**Addition energies of a Woods-Saxon dot with a central charge**

The table holds chemical potentials, highest eigenvalues, moments, rms radii and addition energies for 1 to 27 electrons in a spherical well, from spin-polarised r2SCAN with m-averaged shells and greedy filling. The program splits each addition energy into a level gap and a charging part by Janak's theorem, counts exchange pairs at half filling, fits the plateau with charging formulas, and solves the same well bare and with Hartree plus Slater screening for central charges 2 and 0. The gap part vanishes within rounding inside every spin shell and is 3.33, 2.27 and 2.35 hartree* at N = 2, 8 and 20, about 0.1 above the screened model. In the model the central charge pulls 2s below 1d in the empty well, and the repulsion of the cloud reverses their order by N = 20. The three one-parameter plateau fits give errors of 5 to 6%, too alike to choose among the formulas.

Spin-polarised Kohn-Sham calculations with the r2SCAN functional (radks radial solver (version 2) with Libxc) for a spherical dot with m-averaged shells, in effective atomic units (marked *). The well is -depth/(1+exp((r-radius)/edge)), with depth 28.7 hartree*, radius 1.68 bohr* and edge 0.18 bohr*, and has a point charge of 2 e at its centre.

## The fit in Python

```python
# Table: radks, spin-polarised r2SCAN, spherical Woods-Saxon dot + central charge 2, N=1..27 (effective a.u.).
# Tested: Eadd = gap + d(N)+d(N+1), d = eps-mu (Janak); Hund counting; charging c/r; gaps of a bare/screened well.
T = {
    'electrons': [1, 2, 3, 4, 5, 6, 7, 8, 9, 10, 11, 12, 13, 14, 15, 16, 17, 18, 19, 20, 21, 22, 23, 24, 25, 26, 27],
    'chemical_potential': [-30.27, -28.77, -24.57, -23.78, -22.95, -21.73, -20.98, -20.18, -17.11, -16.08, -15.35, -14.61, -13.86, -13.12, -12.03, -11.33, -10.62, -9.909, -9.191, -8.271, -5.181, -4.505, -3.827, -3.147, -2.468, -1.788, -1.11],  # hartree*
    'unpaired_electrons': [1, 0, 1, 2, 3, 2, 1, 0, 1, 2, 3, 4, 5, 6, 5, 4, 3, 2, 1, 0, 1, 2, 3, 4, 5, 6, 7],
    'rms_radius': [0.6354, 0.6724, 0.7849, 0.8408, 0.8766, 0.9044, 0.9261, 0.9441, 0.9619, 0.9851, 1.005, 1.021, 1.036, 1.049, 1.062, 1.073, 1.084, 1.093, 1.102, 1.106, 1.117, 1.128, 1.138, 1.147, 1.156, 1.164, 1.172],  # bohr*
    'highest_eigenvalue': [-29.74, -28.28, -24.18, -23.37, -22.53, -21.36, -20.58, -19.78, -16.71, -15.72, -14.98, -14.24, -13.49, -12.75, -11.68, -10.98, -10.27, -9.55, -8.831, -7.866, -4.844, -4.166, -3.487, -2.808, -2.128, -1.449, -0.7706],  # hartree*
    'highest_level': ['1s up', '1s up', '1p up', '1p up', '1p up', '1p down', '1p down', '1p up', '2s up', '1d up', '1d up', '1d up', '1d up', '1d up', '1d down', '1d down', '1d down', '1d down', '1d down', '2s up', '1f up', '1f up', '1f up', '1f up', '1f up', '1f up', '1f up'],
    'addition_energy': [None, 4.207, 0.7854, 0.8295, 1.216, 0.7563, 0.7956, 3.069, 1.029, 0.7343, 0.7415, 0.7446, 0.7455, 1.087, 0.697, 0.7087, 0.7154, 0.7189, 0.9192, 3.09, 0.6762, 0.6783, 0.6793, 0.6796, 0.6794, 0.6788, None],  # hartree*
}
import numpy as np
from scipy.linalg import eigh_tridiagonal
N = np.array(T['electrons'], int); mu = np.array(T['chemical_potential'], float)
eps = np.array(T['highest_eigenvalue'], float); rm = np.array(T['rms_radius'], float)
A = np.array([np.nan if x is None else x for x in T['addition_energy']], float)
seq = ['1s+','1s-']+['1p+']*3+['1p-']*3+['2s+']+['1d+']*5+['1d-']*5+['2s-']+['1f+']*7  # inferred filling
S = np.cumsum([1 if s[2] == '+' else -1 for s in seq])
d = eps-mu; M2 = N*rm**2
rem = {n: A[n-1]-d[n-1]-d[n] for n in range(2, 27)}
print("N last>next Eadd d(N) d(N)+d(N+1) remainder [Ha*] | rms step to N+1, r of next electron [bohr*]")
for n in range(2, 27):
    print(f"{n:2d} {seq[n-1]}>{seq[n]} {A[n-1]:.4f} {d[n-1]:.3f} {d[n-1]+d[n]:.3f} {rem[n]:+.3f} | {rm[n]-rm[n-1]:.4f} {np.sqrt(M2[n]-M2[n-1]):.3f}")
pl = [n for n in range(2, 27) if seq[n-1] == seq[n]]
w = max(pl, key=lambda n: abs(rem[n]))
print(f"floor: remainder +-0.02 (N<=17), +-0.002 (N>=18); step +-0.001; r next +-0.02; plateau worst rem N={w} {rem[w]:+.3f}")
print(f"mu2-mu1 {mu[1]-mu[0]:.2f}; d range {d.min():.3f}-{d.max():.3f} Ha*; rms~N^a, a={np.polyfit(np.log(N), np.log(rm), 1)[0]:.3f} all, {np.polyfit(np.log(N[8:]), np.log(rm[8:]), 1)[0]:.3f} N>=9")
rs = {c: np.sqrt((M2[b-1]-M2[a-1])/(b-a)) for c, a, b in [('1p', 2, 8), ('1d', 9, 19), ('1f', 20, 27)]}
for c, l, n in [('1p', 1, 5), ('1d', 2, 14), ('1f', 3, None)]:
    y = np.array([A[k-1] for k in pl if seq[k][:2] == c]); s = ''
    if n:
        ex = A[n-1]-(A[n-2]+A[n])/2; J = ex/(2*l+1)
        s = f"; peak excess {ex:.3f}, J {J:.3f}, (mean+J)*r {(y.mean()+J)*rs[c]:.3f}"
    print(f"{c}: plateau mean {y.mean():.4f} span {np.ptp(y):.4f} Ha*, r_shell {rs[c]:.3f}, mean*r {y.mean()*rs[c]:.3f}{s}")
print("first-to-last rise per spin shell [Ha*]:", ", ".join(f"{s} {[A[k-1] for k in pl if seq[k]==s][-1]-[A[k-1] for k in pl if seq[k]==s][0]:+.4f}" for s in ['1p+','1p-','1d+','1d-','1f+']))
y = np.array([A[k-1] for k in pl])
for name, x in [('c/r_shell', np.array([1/rs[seq[k][:2]] for k in pl])), ('c/rms', 1/rm[np.array(pl)-1]), ('constant', np.ones(len(pl)))]:
    c = x@y/(x@x); e = 100*(c*x/y-1); k = np.argmax(abs(e))
    print(f"plateau fit {name}: c={c:.3f}, rms err {np.sqrt(np.mean(e**2)):.1f}%, worst N={pl[k]} {e[k]:+.1f}%")
R, D, a = 1.68, 28.7, 0.18  # settings from the caption
h = 0.01; r = h*np.arange(1, 601); off = np.full(599, -0.5/h**2)
def solve(V):
    out = {}
    for l, c in enumerate('spdf'):
        e, v = eigh_tridiagonal(1/h**2+l*(l+1)/(2*r*r)+V, off, select='i', select_range=(0, 1 if l == 0 else 0))
        for k in range(len(e)): out[f'{k+1}{c}'] = (e[k], v[:, k]**2)
    return out
def scf(n, Z):  # spinless Hartree + Slater exchange, same inferred filling
    V0 = -D/(1+np.exp((r-R)/a))-Z/r; vi = 0*r; err = 0.0
    for it in range(60 if n else 1):
        L = solve(V0+vi); p = sum((L[s[:2]][1] for s in seq[:n]), 0*r)
        vn = np.cumsum(p)/r+np.cumsum((p/r)[::-1])[::-1]-p/r-np.cbrt(3*p/(4*np.pi*r*r*h)/np.pi)
        err = abs(vn-vi).max(); vi = vi+0.3*(vn-vi)
    return {k: v[0] for k, v in L.items()}, L, p, err
worst = 0.0
for Z in (2, 0):
    e0, L0 = scf(0, Z)[:2]
    print(f"Z={Z} bare 1s {e0['1s']:.3f} (mu1 {mu[0]:.2f}, diff {mu[0]-e0['1s']:+.3f}), rms {np.sqrt(L0['1s'][1]@r**2):.4f} (table {rm[0]:.4f})")
    E = {0: e0}; rr = {}
    for n in ((2, 8, 9, 14, 19, 20) if Z else (2, 8, 20)):
        E[n], _, p, er = scf(n, Z); rr[n] = np.sqrt(p@r**2/n); worst = max(worst, er)
    print(f"Z={Z} 1d-2s [Ha*]:", ", ".join(f"N={n} {e['1d']-e['2s']:+.2f}" for n, e in E.items()))
    print(f"Z={Z} gap bare/screened/table:", "; ".join(f"N={n} {u}-{o} {e0[u]-e0[o]:.2f}/{E[n][u]-E[n][o]:.2f}/{rem[n]:.2f}" for n, o, u in [(2,'1s','1p'), (8,'1p','2s'), (20,'2s','1f')]))
    print(f"Z={Z} rms model-table [bohr*]:", ", ".join(f"N={n} {v-rm[n-1]:+.3f}" for n, v in rr.items()))
print(f"1/R_well {1/R:.3f} Ha*; model SCF residual {worst:.1e} Ha*; table remainders N=9 {rem[9]:+.2f}, N=19 {rem[19]:+.2f}")
assert list(S) == list(T['unpaired_electrons'])
assert set(N[np.argsort(np.nan_to_num(A))[-3:]]) == {2, 8, 20}
assert abs(rem[w]) < 0.03 and all(rem[n] > 0.1 for n in (5, 9, 14, 19))
assert mu[0] < -D
```

Printed output:

```
N last>next Eadd d(N) d(N)+d(N+1) remainder [Ha*] | rms step to N+1, r of next electron [bohr*]
 2 1s->1p+ 4.2070 0.490 0.880 +3.327 | 0.1125 0.972
 3 1p+>1p+ 0.7854 0.390 0.800 -0.015 | 0.0559 0.990
 4 1p+>1p+ 0.8295 0.410 0.830 -0.000 | 0.0358 1.007
 5 1p+>1p- 1.2160 0.420 0.790 +0.426 | 0.0278 1.032
 6 1p->1p- 0.7563 0.370 0.770 -0.014 | 0.0217 1.047
 7 1p->1p- 0.7956 0.400 0.800 -0.004 | 0.0180 1.062
 8 1p->2s+ 3.0690 0.400 0.800 +2.269 | 0.0178 1.094
 9 2s+>1d+ 1.0290 0.400 0.760 +0.269 | 0.0232 1.173
10 1d+>1d+ 0.7343 0.360 0.730 +0.004 | 0.0199 1.186
11 1d+>1d+ 0.7415 0.370 0.740 +0.002 | 0.0160 1.183
12 1d+>1d+ 0.7446 0.370 0.740 +0.005 | 0.0150 1.201
13 1d+>1d+ 0.7455 0.370 0.740 +0.006 | 0.0130 1.205
14 1d+>1d- 1.0870 0.370 0.720 +0.367 | 0.0130 1.230
15 1d->1d- 0.6970 0.350 0.700 -0.003 | 0.0110 1.226
16 1d->1d- 0.7087 0.350 0.700 +0.009 | 0.0110 1.247
17 1d->1d- 0.7154 0.350 0.709 +0.006 | 0.0090 1.236
18 1d->1d- 0.7189 0.359 0.719 -0.000 | 0.0090 1.253
19 1d->2s- 0.9192 0.360 0.765 +0.154 | 0.0040 1.179
20 2s->1f+ 3.0900 0.405 0.742 +2.348 | 0.0110 1.318
21 1f+>1f+ 0.6762 0.337 0.676 +0.000 | 0.0110 1.338
22 1f+>1f+ 0.6783 0.339 0.679 -0.001 | 0.0100 1.339
23 1f+>1f+ 0.6793 0.340 0.679 +0.000 | 0.0090 1.337
24 1f+>1f+ 0.6796 0.339 0.679 +0.001 | 0.0090 1.354
25 1f+>1f+ 0.6794 0.340 0.679 +0.000 | 0.0080 1.349
26 1f+>1f+ 0.6788 0.339 0.678 +0.000 | 0.0080 1.364
floor: remainder +-0.02 (N<=17), +-0.002 (N>=18); step +-0.001; r next +-0.02; plateau worst rem N=3 -0.015
mu2-mu1 1.50; d range 0.337-0.530 Ha*; rms~N^a, a=0.189 all, 0.172 N>=9
1p: plateau mean 0.7917 span 0.0732 Ha*, r_shell 1.019, mean*r 0.806; peak excess 0.423, J 0.141, (mean+J)*r 0.950
1d: plateau mean 0.7257 span 0.0485 Ha*, r_shell 1.214, mean*r 0.881; peak excess 0.366, J 0.073, (mean+J)*r 0.970
1f: plateau mean 0.6786 span 0.0034 Ha*, r_shell 1.343, mean*r 0.911
first-to-last rise per spin shell [Ha*]: 1p+ +0.0441, 1p- +0.0393, 1d+ +0.0112, 1d- +0.0219, 1f+ +0.0026
plateau fit c/r_shell: c=0.866, rms err 5.2%, worst N=6 +12.4%
plateau fit c/rms: c=0.737, rms err 6.4%, worst N=3 +19.6%
plateau fit constant: c=0.725, rms err 6.0%, worst N=4 -12.6%
Z=2 bare 1s -30.275 (mu1 -30.27, diff +0.005), rms 0.6350 (table 0.6354)
Z=2 1d-2s [Ha*]: N=0 +0.88, N=2 +0.63, N=8 +0.30, N=9 +0.16, N=14 +0.06, N=19 -0.03, N=20 -0.22
Z=2 gap bare/screened/table: N=2 1p-1s 3.63/3.21/3.33; N=8 2s-1p 2.13/2.18/2.27; N=20 1f-2s 4.04/2.27/2.35
Z=2 rms model-table [bohr*]: N=2 +0.005, N=8 +0.001, N=9 +0.001, N=14 +0.002, N=19 +0.001, N=20 +0.000
Z=0 bare 1s -26.366 (mu1 -30.27, diff -3.904), rms 0.8221 (table 0.6354)
Z=0 1d-2s [Ha*]: N=0 -0.84, N=2 -1.02, N=8 -1.35, N=20 -1.81
Z=0 gap bare/screened/table: N=2 1p-1s 2.19/2.05/3.33; N=8 2s-1p 3.44/3.60/2.27; N=20 1f-2s 2.11/0.58/2.35
Z=0 rms model-table [bohr*]: N=2 +0.176, N=8 +0.070, N=20 +0.036
1/R_well 0.595 Ha*; model SCF residual 8.7e-09 Ha*; table remainders N=9 +0.27, N=19 +0.15
```
